**Fractional 1s hole in oxygen: predicting withheld rows with Janak's theorem**

The table holds the energy change, 1s eigenvalue, 1s mean radius and deviation from the chord as 0 to 1 electron is removed from the 1s shell of O, computed with Quantum ESPRESSO ld1.x (spherical all-electron Kohn-Sham atom, PBEsol, non-relativistic, no spin polarisation). The program predicts the rows at 0.7 and 0.9 electrons from a parameter-free cubic fixed by the values and Janak slopes of the neighbouring rows, and the radius from a quadratic fit of 1.5/⟨r⟩. It compares these with a constant-curvature parabola and a two-parameter form with linearly drifting curvature. All eight main predictions fall inside their error bars, while the parabola misses the deviation at 0.7 by 0.049 eV and the drifting form misses at 0.9 by 0.005 eV, each just outside its bar. The curvature averages 80.69 eV and rises by 5.5 % along the path, more than the 3.2 % by which 1/⟨r⟩ grows.

Oxygen atom, starting from 1s2 2s2 2p4, with up to one electron removed from 1s; all-electron, non-relativistic Kohn-Sham calculations with Quantum ESPRESSO ld1.x 7.5, using the PBEsol functional, spherical densities, no spin polarisation and a point nucleus. The straight line joins the energies at 0 and 1 electrons removed.

## Numerical check

```python
# Table: O atom, x electrons removed from 1s; energy change, 1s eigenvalue, 1s mean radius, deviation from chord;
# Quantum ESPRESSO ld1.x, spherical all-electron KS, PBEsol, non-relativistic, no spin polarisation.
# Tested: Janak-theorem cubic (Hermite) prediction of withheld rows; rivals: constant-U parabola, drifting-U cubic.
T = {
    'electrons_removed': [0.0, 0.1, 0.2, 0.3, 0.4, 0.5, 0.6, 0.7, 0.8, 0.9, 1.0],  # electrons
    'energy_change': [0.0, 51.624, 104.03, 157.23, 211.23, 266.03, 321.64, 378.07, 435.32, 493.38, 552.27],  # eV
    'emptied_level_eigenvalue': [-512.34, -520.15, -528.03, -535.98, -543.99, -552.06, -560.19, -568.35, -576.55, -584.78, -593.03],  # eV
    'emptied_level_mean_radius': [0.20014, 0.19935, 0.19857, 0.1978, 0.19705, 0.19632, 0.19559, 0.19488, 0.19419, 0.19351, 0.19285],  # bohr
    'off_line': [0.0, -3.604, -6.423, -8.45, -9.68, -10.105, -9.72, -8.521, -6.503, -3.663, 0.0],  # eV
}
HELD = [7, 9]  # rows withheld from the fit
import numpy as np
from scipy.constants import physical_constants as pc
Ha = pc['Hartree energy in eV'][0]
x, E, e, r, d = (np.array(T[k], float) for k in ('electrons_removed', 'energy_change',
                 'emptied_level_eigenvalue', 'emptied_level_mean_radius', 'off_line'))
K = [i for i in range(len(x)) if i not in HELD]
I = K[1:-1]; E1 = E[-1]; U = e[0] - e[-1]; h = 0.2
print("rounding half-units: E, eps 0.005 eV; off 0.0005 eV; r 5e-6 bohr; fault in totals %.3f-%.3f eV" % (2e-4*Ha, 9e-4*Ha))
simp = -(e[0] + 4*e[5] + e[-1])/6; trap = -(e[0] + e[-1])/2
print("E(1) %.2f; Simpson of -eps %.3f; end average %.3f eV" % (E1, simp, trap))
print("E(1) minus: -eps(0) %.2f, -eps(0.5) %.2f, -eps(1) %.2f, end average %.3f eV" % (E1+e[0], E1+e[5], E1+e[-1], E1-trap))
print("mean U %.2f, U/2 %.2f, U/8 %.3f vs depth at 0.5 %.3f eV" % (U, U/2, U/8, -d[5]))
print("mirror asymmetry: off(0.6)-off(0.4) %.3f, off(0.8)-off(0.2) %.3f eV" % (d[6]-d[4], d[8]-d[2]))
P = list(zip(K[:-1], K[1:]))
Ul = np.array([(e[a]-e[b])/(x[b]-x[a]) for a, b in P]); rm = np.array([(r[a]+r[b])/2 for a, b in P])
print("interval mid x :", " ".join("%5.2f" % ((x[a]+x[b])/2) for a, b in P))
print("local U eV     :", " ".join("%5.1f" % u for u in Ul), "(rounding 0.1; 0.05 last two)")
print("U<r> eV bohr   :", " ".join("%5.2f" % u for u in Ul*rm), "(rounding 0.02)")
print("first to last interval: U %+.1f%%, 1/r %+.1f%%, U<r> %+.1f%%" % (100*(Ul[-1]/Ul[0]-1), 100*(rm[0]/rm[-1]-1), 100*(Ul[-1]*rm[-1]/(Ul[0]*rm[0])-1)))
Z = 1.5/r
print("r change %.2f%%; Zeff %.3f -> %.3f, rise %.3f (5/16 = 0.3125)" % (100*(r[-1]/r[0]-1), Z[0], Z[-1], Z[-1]-Z[0]))
print("hydrogenic 1s self-Coulomb 5Zeff/8 at x=0.5: about %.0f eV (order of magnitude only)" % round(0.625*Z[5]*Ha, -1))
w = x*(1-x)
ca, cb = np.linalg.lstsq(np.c_[w[I], w[I]*(x[I]-0.5)], -d[I], rcond=None)[0]
par = lambda i: (-U/2*w[i], e[0]-U*x[i])
cub = lambda i: (-w[i]*(ca+cb*(x[i]-0.5)), -E1+(1-2*x[i])*(ca+cb*(x[i]-0.5))+w[i]*cb)
def her(i):
    a, b = i-1, i+1
    o = (d[a]+d[b])/2 - h/8*(e[a]-e[b])
    return o, -1.5*((d[b]-d[a])/h+E1) - (e[a]+e[b])/4, o+x[i]*E1
print("drifting-U fit: a %.3f, b %.3f eV" % (ca, cb))
worst = {}
for nm, f in (("parabola", par), ("drifting U", cub)):
    mo = np.array([f(i)[0]-d[i] for i in I]); me = np.array([f(i)[1]-e[i] for i in K])
    worst[nm] = (abs(mo).max(), abs(me).max())
    print("%s off model-table:" % nm, " ".join("%+.3f" % m for m in mo))
    print("  worst off %.3f at x=%.1f; worst eps %.2f at x=%.1f eV" % (worst[nm][0], x[I][abs(mo).argmax()], worst[nm][1], x[K][abs(me).argmax()]))
B = [i for i in I if i-1 in K and i+1 in K]
bt = np.array([np.array(her(i))-[d[i], e[i], E[i]] for i in B]); bw = abs(bt).max(0)
print("Hermite back-test at x =", x[B], "worst off %.4f eps %.4f E %.4f eV" % tuple(bw))
rfit = lambda S, t: 1.5/np.polyval(np.polyfit(x[S], Z[S], 2), t)
loo = max(abs(rfit([k for k in K if k != i], x[i])-r[i]) for i in I)
lin = max(abs(1.5/np.polyval(np.polyfit(x[K], Z[K], 1), x[K])-r[K]))
print("Zeff quadratic c2,c1,c0:", np.round(np.polyfit(x[K], Z[K], 2), 4), "leave-one-out worst %.1e; linear worst %.1e bohr" % (loo, lin))
assert all(np.diff(e[K]) < 0) and all(np.diff(r[K]) < 0)
assert all(d[I] < 0) and d[8] < d[2] and d[6] < d[4]
assert abs(simp-E1) < 0.03 and E1+e[5] > 0 > E1-trap
for i in HELD:
    o, ep, en = her(i)
    print("--- withheld x = %.1f: predicted +- bar | computed | miss (pred-comp)" % x[i])
    for nm, p, bar, t, n in (("off eV", o, bw[0]+0.00125, d[i], 4), ("eps eV", ep, bw[1]+0.0225, e[i], 3),
                             ("E eV", en, bw[2]+0.00575+0.005*x[i], E[i], 3), ("r bohr", rfit(K, x[i]), loo+5e-6, r[i], 6)):
        print("%-7s %.*f +- %.*f | %.*f | %+.*f %s" % (nm, n, p, n, bar, n, t, n, p-t, "inside" if abs(p-t) <= bar else "OUTSIDE"))
    for nm, f in (("parabola", par), ("drifting U", cub)):
        print("%s: off %.3f +- %.3f miss %+.3f; eps %.2f +- %.2f miss %+.2f eV" % (nm, f(i)[0], worst[nm][0], f(i)[0]-d[i], f(i)[1], worst[nm][1], f(i)[1]-e[i]))
    print("mirror row off %.3f; computed minus mirror %+.3f eV" % (d[-1-i], d[i]-d[-1-i]))
print("revealed local U eV, x 0.65-0.95:", " ".join("%.1f" % u for u in -np.diff(e[6:])/np.diff(x[6:])), "(rounding 0.1)")
```

Running it gives:

```
rounding half-units: E, eps 0.005 eV; off 0.0005 eV; r 5e-6 bohr; fault in totals 0.005-0.024 eV
E(1) 552.27; Simpson of -eps 552.268; end average 552.685 eV
E(1) minus: -eps(0) 39.93, -eps(0.5) 0.21, -eps(1) -40.76, end average -0.415 eV
mean U 80.69, U/2 40.34, U/8 10.086 vs depth at 0.5 10.105 eV
mirror asymmetry: off(0.6)-off(0.4) -0.040, off(0.8)-off(0.2) -0.080 eV
interval mid x :  0.05  0.15  0.25  0.35  0.45  0.55  0.70  0.90
local U eV     :  78.1  78.8  79.5  80.1  80.7  81.3  81.8  82.4 (rounding 0.1; 0.05 last two)
U<r> eV bohr   : 15.60 15.68 15.76 15.81 15.87 15.93 15.94 15.95 (rounding 0.02)
first to last interval: U +5.5%, 1/r +3.2%, U<r> +2.2%
r change -3.64%; Zeff 7.495 -> 7.778, rise 0.283 (5/16 = 0.3125)
hydrogenic 1s self-Coulomb 5Zeff/8 at x=0.5: about 130 eV (order of magnitude only)
drifting-U fit: a 40.411, b 0.852 eV
parabola off model-table: -0.027 -0.032 -0.022 -0.003 +0.019 +0.037 +0.048
  worst off 0.048 at x=0.8; worst eps 0.63 at x=0.4 eV
drifting U off model-table: -0.002 -0.002 -0.001 +0.002 +0.002 +0.001 -0.004
  worst off 0.004 at x=0.8; worst eps 0.08 at x=1.0 eV
Hermite back-test at x = [0.1 0.2 0.3 0.4 0.5] worst off 0.0005 eps 0.0100 E 0.0015 eV
Zeff quadratic c2,c1,c0: [-0.0176  0.3011  7.4946] leave-one-out worst 6.4e-06; linear worst 7.1e-05 bohr
--- withheld x = 0.7: predicted +- bar | computed | miss (pred-comp)
off eV  -8.5205 +- 0.0018 | -8.5210 | +0.0005 inside
eps eV  -568.348 +- 0.032 | -568.350 | +0.002 inside
E eV    378.068 +- 0.011 | 378.070 | -0.002 inside
r bohr  0.194887 +- 0.000011 | 0.194880 | +0.000007 inside
parabola: off -8.472 +- 0.048 miss +0.049; eps -568.82 +- 0.63 miss -0.47 eV
drifting U: off -8.522 +- 0.004 miss -0.001; eps -568.32 +- 0.08 miss +0.03 eV
mirror row off -8.450; computed minus mirror -0.071 eV
--- withheld x = 0.9: predicted +- bar | computed | miss (pred-comp)
off eV  -3.6635 +- 0.0018 | -3.6630 | -0.0005 inside
eps eV  -584.783 +- 0.032 | -584.780 | -0.003 inside
E eV    493.380 +- 0.012 | 493.380 | -0.000 inside
r bohr  0.193514 +- 0.000011 | 0.193510 | +0.000004 inside
parabola: off -3.631 +- 0.048 miss +0.032; eps -584.96 +- 0.63 miss -0.18 eV
drifting U: off -3.668 +- 0.004 miss -0.005; eps -584.79 +- 0.08 miss -0.01 eV
mirror row off -3.604; computed minus mirror -0.059 eV
revealed local U eV, x 0.65-0.95: 81.6 82.0 82.3 82.5 (rounding 0.1)
```
